Whether 5.16 eV may be entered as the work function of tungsten (110) in the design of an emitter or a metal contact depends first on reading this profile in the right place, and then on how far the calculation behind it can be trusted. The stake is not small: thermionic current goes as exp(−Φ/kT), with Φ the work function, and near 2000 K a shift of 0.1 eV changes it by almost a factor of two. The flat stretches of the profile carry that number. The deep wells, which look more dramatic and unequal, do not.

Three sizes describe the whole curve. The vacuum lies 5 eV above the Fermi level, the potential inside swings by 20 eV once per atomic layer, and outside the last layer the gap to the vacuum level halves every 0.3 Å. The calculation is LDA on five unrelaxed tungsten layers. The slab is metallic, so the zero of energy is the Fermi level, and "height" is the distance along the surface normal.

Ansatz 0.2.0, scalar-relativistic LDA without spin polarisation, PAW, plane waves to 420 eV, 13×13×1 k mesh, Gaussian smearing of 0.1 eV, dipole correction. Unrelaxed five-layer W(110) slab cut from the PBE bulk crystal, with 15 Å of vacuum. The potential energy is the smooth electrostatic part, averaged over planes parallel to the surface.

```
height (Å)  potential energy of an electron from the Fermi level (valence top where gapped) (eV)
      2.67                                                                                 5.160
      3.26                                                                                 5.160
      3.85                                                                                 5.150
      4.45                                                                                 5.120
      5.04                                                                                 4.980
      5.63                                                                                 4.380
      6.22                                                                                 1.900
      6.82                                                                                -8.440
      7.41                                                                               -21.080
      8.00                                                                               -13.740
      8.59                                                                                -2.180
      9.19                                                                               -12.330
      9.78                                                                               -21.900
     10.37                                                                               -10.760
     10.96                                                                                -2.590
     11.56                                                                               -15.550
     12.15                                                                               -21.100
     12.74                                                                                -7.470
     13.34                                                                                -3.840
     13.93                                                                               -18.410
     14.52                                                                               -19.490
     15.11                                                                                -4.700
     15.71                                                                                -5.870
     16.30                                                                               -19.970
     16.89                                                                               -16.500
     17.48                                                                                -1.480
     18.08                                                                                 3.550
     18.67                                                                                 4.790
     19.26                                                                                 5.080
     19.86                                                                                 5.150
     20.45                                                                                 5.160
     21.04                                                                                 5.160
```

One picture serves for all rows. Averaged over each height, the slab is a stack of charged sheets: positive at the atomic layers, negative between them and just outside the surface, empty farther out. A positive sheet attracts the electron and bends its energy V upward on both sides into a well, a negative sheet makes a hump, and empty space leaves a straight line. Poisson's equation states this exactly, with z the height, n₊ the density of ionic charge and n the electron density, both averaged over the layer:

d²V/dz² = (e²/ε₀)(n₊ − n)

Heights 2.67 to 3.85 Å, the lower plateau. With no charge here V must be straight, and since the slab is neutral and no outside field is applied, the line has no slope. Its height above the Fermi level is the energy needed to take an electron out, the work function. The calculation gives 5.1635 eV, and the two faces agree within 0.00002 eV. That agreement is imposed by the mirror symmetry of the slab and is no test of accuracy. A step between the two plateaus needs a net dipole through the slab, such as two unlike faces would give, so the dipole correction of the settings has no work to do here.

The limit bites at this very number. The atoms sit at bulk positions of a PBE lattice, and in LDA the outer layers feel 1.25 eV/Å pulling them inward, so the surface is not at rest. Relaxation would alter the charge at the surface, and the resulting shift of the plateau is untested, as are spin-orbit coupling, which matters for tungsten, and thicker slabs. The table therefore does not fix the value to a tenth of an eV.

Heights 4.45 to 6.22 Å, the lower tail. The last atomic layer is at 7.500 Å, yet the potential is already falling well before it. The electron cloud reaches a short way past the last ions, and this spilled negative charge, with the ions it has left behind, forms the dipole layer an escaping electron must climb. Call D the deficit, the vacuum level minus V. It grows about fourfold from row to row: 0.184, 0.784 and 3.264 eV for the last three rows of this stretch.

A nearly constant ratio means a nearly exponential tail, and a simple tunnelling model offers a rate to set beside it. Let s be the distance outside the last layer and suppose that only electrons remain, with n falling as exp(−qs). Two integrations of Poisson's equation inward from the field-free vacuum give

D(s) = (e²/ε₀) n(s)/q²

so the deficit decays at the same rate q as the density. A state at the Fermi level under a barrier Φ has an amplitude exp(−κs) with ħ²κ²/2m = Φ, m being the electron mass, and the density is its square:

q = 2√(2mΦ)/ħ

With ħ²/2m = 3.81 eV Å² the estimate is

q = 2 × √(5.16/3.81) = 2.33 Å⁻¹

and its only input is the plateau; no row of the tail enters. One row of the table is 0.593 Å, so the predicted ratio per row is exp(2.33 × 0.593) = 4.0. The table gives 3.264/0.784 = 4.2, a little steeper. How much this closeness means is taken up with the upper tail.

Heights 6.82 to 8.59 Å, the first layer. The fall ends because the ionic charge takes over and reverses the curvature. The row at 7.41 Å, almost on the layer, reads −21.08 eV, and the first hump follows at 8.59 Å with −2.18 eV. These depths belong to the method. In PAW the point nucleus and core are replaced by a smooth charge, and exchange-correlation is not part of this potential, so the well is neither the true nuclear attraction nor the whole potential an electron feels.

Heights 9.19 to 15.11 Å, the three inner layers. Here the rows look irregular: layers two and four are mirror images, yet their lowest rows read −21.90 eV at 9.78 Å and −19.49 eV at 14.52 Å. The cause is the ruler, not the metal. The layers repeat every 2.251 Å, which is not a whole number of table steps, so each well is met at a different place, on flanks as steep as 28 eV/Å.

Sorting by distance from the nearest layer removes the disorder. The deeper of those two rows lies 0.029 Å from its layer and the shallower 0.268 Å from its own. All eleven rows nearest an inner layer rise monotonically with that distance, whichever layer they belong to. As a sharper test, each row in turn was left out and predicted by a cubic spline through the other ten, mirrored about the layer and the midpoint, with the heights taken as evenly spaced. The misses are 0.07 eV root mean square and 0.16 eV at worst, under 1 % of the swing, so the three inner layers share one well shape to that accuracy.

The average of that common curve lies 12.2 eV below the Fermi level and 17.4 eV below the vacuum. It is tempting to call the larger figure the surface dipole barrier. Both figures move together when the smoothing of the cores changes, however, and only their difference, 17.4 − 12.2 = 5.2 eV, is independent of that smoothing.

Heights 15.71 to 17.48 Å, the top layer. These four rows interleave with their four mirror partners at the bottom, and together they show a difference from the inner curve that is real. Deep on the inner side the excess is 0.15 eV, no larger than the worst miss of the spline. It reaches about 0.5 eV at the layer and stays near that to 0.68 Å outside. The outer well is therefore slightly raised but keeps the inner shape well into the vacuum side; with the ions still at their bulk spacing, Poisson's equation points to electrons that have moved outward from the space behind the layer.

The row at 17.48 Å is where the shapes part. It lies 0.98 Å outside and 1.61 eV above the inner curve. Inside the metal the curve would now level off, because midway between two layers the pulls of their ions balance. At the surface the next layer is absent, so V keeps climbing to the vacuum level.

Heights 18.08 to 21.04 Å, the upper tail and plateau. The values 3.55 and 4.79 eV appear nowhere in the lower tail, because the mirror images of the upper rows fall halfway between the lower ones. Folded about the centre, the two tails merge into one sequence with a step of 0.296 Å. The average of the folded profile over the cell, −3.031 eV, equals the mean potential minus the Fermi energy of the same calculation, which checks the zero of energy and the spacing of the rows. It would come out the same without folding, so that the two halves are samples of one curve rests on the mirror symmetry of the slab.

The folded tail fixes the rate better. Taken from the two end rows of the range 0.98 to 2.46 Å outside, the logarithm of the deficit ratio over the distance gives 2.42 Å⁻¹, which is 4 % above the estimate. The excess is larger than the rounding allows in the four innermost steps. Farther out the rounding of the table exceeds the difference at stake, and the jumps in the last ratios carry no meaning; the warning about a rough exchange-correlation potential in thin density also concerns that region, but the potential shown here excludes that term and could feel it only through the density.

The agreement is closer than the premise deserves, and it does not show that tunnelling under the full barrier sets the rate. At 17.48 Å the electrostatic potential is still below the Fermi level. At 5.63 Å it is 4.38 eV above, but the density there, about 0.025 electrons per Å³ by the Poisson relation, brings an LDA exchange potential of roughly −4 eV, so hardly any barrier is left. A lower barrier slows the decay, while deeper states and states moving along the surface decay faster. The table shows only the net result, so how far the two cancel is untested, and the estimate is no safe guide to the tail of another surface.

The same relation turns the deficit into charge. At 1.87 Å outside, the measured rate implies only 0.075 electrons per surface atom farther out, and beyond 3.35 Å the deficit is at most 0.014 eV. For this slab the vacuum level can be read anywhere past that distance, so the width of the vacuum is not what limits the work function. The unrelaxed geometry, the number of layers, the functional and the absent spin-orbit coupling are the places to look before the value goes into a design.
